The molecule is a six-carbon chain, C1–C2–C4–C5–C7–C8, with three silyl groups: Si3 on C2, Si6 on C5 and Si9 on C7. Its conformers differ by turns about the three bonds between C2 and C7. These turns decide which groups come close together and which way the silyl groups point.

Conformers of C6H20Si3 without solvent (at most six kept), computed with PySCF 2.14.0 and tblite 0.8.0: PBE0-D3(BJ)/6-31G(d) energies at GFN2-xTB geometries. Free energies and weights combine the DFT energies with GFN2-xTB thermal terms at 298.15 K. The torsions are, in order, Si3–C2–C4–C5, C2–C4–C5–Si6 and Si6–C5–C7–Si9.

```tsv
number	torsions in degrees	GFN2-xTB energy above its lowest (kcal/mol)	DFT energy above the lowest (kcal/mol)	free energy above the lowest (kcal/mol)	weight (%)	dipole (D)
1	(-174,57,58)	1.050	0.480	0.000	35.30	1.190
2	(-174,57,-172)	0.000	0.240	0.070	31.10	0.420
3	(-56,173,74)	0.170	0.000	0.120	28.90	0.480
4	(-64,166,-147)	2.420	1.820	1.500	2.80	0.930
5	(59,126,54)	2.010	1.890	1.890	1.50	0.740
6	(49,75,-167)	1.340	2.390	2.700	0.40	0.860
```

### Conformers 1 to 3: which shape wins?

None of them clearly does. Their weights are about 35, 31 and 29 %, and their free energies lie within 0.12 kcal/mol, hardly more than the noise of such energies. By DFT energy alone conformer 3 is the lowest, with conformer 1 higher by 0.48 kcal/mol. Conformer 1 comes first only because the thermal terms, taken from GFN2-xTB, favour it over conformer 3 by 0.60 kcal/mol.

### Conformers 1 and 2: do neighbouring silyl groups prefer gauche or anti?

These two shapes differ essentially in the last torsion, Si6–C5–C7–Si9. It is gauche (58°) in conformer 1 and anti (−172°) in conformer 2. The DFT energy favours anti by 0.24 kcal/mol, while the free energy favours gauche by 0.07 kcal/mol. Neither is clearly preferred here. The same turn also moves the methyl group C8 from anti to gauche towards C4, so these small differences aren't due to the silyl groups alone.

### Why is the dipole of conformer 1 nearly three times that of conformer 2?

Picture each silyl group as a small arrow of fixed length along its C–Si bond. The hydrocarbon skeleton adds almost nothing, because its own bond dipoles nearly cancel. The dipole of the molecule is then the sum of three arrows, and the torsions set their directions.

Start with the limiting case of perfect tetrahedral angles. For silyl groups on neighbouring carbons, the cosine of the angle between the arrows is −1/9 + 8/9 · cos(torsion). At 180° this is −1: the arrows cancel and only the third silyl group is left. That is conformer 2, with 0.42 D.

At 60° the cosine is +1/3, so the two arrows reinforce each other. In conformer 1 no pair cancels. With ideal staggered torsions the cosines are +1/3 for Si6 and Si9, +1/3 for Si3 and Si9, and −1/3 for Si3 and Si6:

length² = 3 + 2 · (1/3 + 1/3 − 1/3) = 11/3, so length ≈ 1.9

One arrow is worth 0.62 D, a single constant fitted to all six conformers, this one included. The estimate is 1.9 × 0.62 D ≈ 1.2 D, and the table has 1.19 D.

### Conformer 3 has gauche neighbours too. Why is its dipole small?

Here the cancelling partners sit further apart. The turns along the chain leave the bonds to Si3 and Si9 pointing in nearly opposite directions, so that only Si6 remains. The dipole of 0.48 D is therefore close to that of conformer 2, although the neighbouring silyl groups are arranged as in conformer 1. The rule to carry over to a similar chain is to look for any two opposed polar bonds, not only for neighbouring ones.

With the actual torsions, the sum of arrows puts all six dipoles in the right order, with a typical miss of 0.09 D. It barely separates conformers 2 and 3, and for conformer 2 it is too high by about 30 % of the computed dipole. It is too low by 0.13 D for conformer 6, where two arrows are again nearly opposed. Equal arrows on ideal angles explain the pattern but not the exact values.

### Conformers 4 to 6: why do they cost more?

Two successive gauche turns of opposite sign fold a chain as in a chair-shaped six-membered ring. In a ring the two ends would be joined through a sixth atom; here they are separate groups pressed into each other. This is syn-pentane strain, and the torsions show where it arises. Conformers 1 to 3 have no such pair of turns, and the other three each have at least one, plain or partly relieved.

Conformer 6 is the plain case. The torsion C1–C2–C4–C5 is −71° and the next one, leading to Si6, is 75°, so a methyl group meets a silyl group. Conformer 4 has its conflict between C2 and Si9. It opens one turn to 93°, which pushes the methyl group at that end about halfway from a staggered to an eclipsed position.

Conformer 5 has no good choice. On C2, both the methyl and the silyl group are gauche to the chain, one on each side. Whichever staggered position the bond C4–C5 takes, a group on C5 runs into one of them. Conformer 6 faces the same choice and keeps its clash. In conformer 5 the bond stops instead between two staggered positions, at 126°, and accepts a nearly eclipsed arrangement in exchange for less crowding.

On average these three conformers lie 1.8 kcal/mol above the first three in DFT energy, and 1.5 kcal/mol in GFN2-xTB. At room temperature, where RT is about 0.6 kcal/mol, that is enough to leave them under 5 % of the weight. That strain is the cause rests on standard conformational analysis, since the energies aren't split into parts. Counting the strained pairs separates the two groups but does not rank conformers 4 to 6 among themselves.

### What would a polar solvent change?

In the simplest picture it would favour conformer 1, because there the stabilisation grows with the square of the dipole. Take the molecule as a sphere with a guessed radius of 4 Å in a strongly polar liquid. The advantage over conformer 2 then comes out at about 0.1 kcal/mol. This is good only to an order of magnitude, yet it is as large as the gaps among the first three conformers. The weight of conformer 1 would rise by a few percentage points, while the strained shapes would stay rare.

### Which digits of the weights can be trusted?

A shift of only 0.05 kcal/mol in the energy of conformer 1 changes its weight by about 2 percentage points. The decimals of 35.30 % therefore carry no information. The choice of method matters far more. With GFN2-xTB energies in place of the DFT ones and the same thermal terms, conformer 1 falls to about 16 % and conformer 2 rises to 54 %.

Averages inherit this uncertainty: the mean dipole drops from 0.73 to 0.58 D. What survives the change is the division into two groups, since conformers 1 to 3 together hold about 95 % either way. Even that is a share among these six shapes only. At least one rotamer of the initial search was lost during relaxation, so the set may be incomplete. The output below lists the derived torsions, the arrow sums and both sets of weights.

Printed output of the fit:

```
Derived torsions in degrees and opposite gauche pairs:
  row  C1-C2-C4-C5  C2-C4-C5-C7  C4-C5-C7-C8  C4-C5-C7-Si9  opposite pairs
    1           66          177          178           -62               0
    2           66          177          -52            68               0
    3         -176          -67         -166           -46               0
    4          176          -74          -27            93               1
    5          -61         -114          174           -66               2
    6          -71         -165          -47            73               1
fit of conformer_dipole on 6 rows: coefficient of vsum 0.6195 +/- 0.03; rms 0.0874, worst 2 0.129, leave-one-out rms 0.101
Vector sum and weights:
  row  length of vector sum  dipole from sum (D)  thermal term (kcal/mol)  weight from DFT energy alone (%)  weight with GFN2-xTB energy (%)
    1                 1.998                1.238                    -0.48                             20.06                            15.59
    2                0.8853               0.5485                    -0.17                             30.08                            54.34
    3                 0.899                0.557                     0.12                             45.11                               25
    4                 1.402               0.8689                    -0.32                              2.09                            1.178
    5                 1.134               0.7025                        0                             1.857                            1.372
    6                 1.184               0.7334                     0.31                            0.7987                            2.518
Mean DFT energy with opposite pairs less mean without (kcal/mol): 1.793
The same difference in GFN2-xTB (kcal/mol): 1.517
Summed weight of conformers without opposite pairs (%): 95.3
DFT energy of conformer 1 less conformer 2 (kcal/mol): 0.24
Thermal term of conformer 1 less conformer 3 (kcal/mol): -0.6
Change of the weight of conformer 1 for a shift of 0.05 kcal/mol (percentage points): 1.927
Mean dipole with the weights of the table (D): 0.73
Mean dipole with GFN2-xTB energies in the weights (D): 0.5765
Correlation of the dipole with the neighbouring silyl pair alone: 0.2483
Rough extra solvent stabilisation of conformer 1 over conformer 2 (kcal/mol): 0.1418
Rough weight of conformer 1 in such a solvent (%): 40.62
```
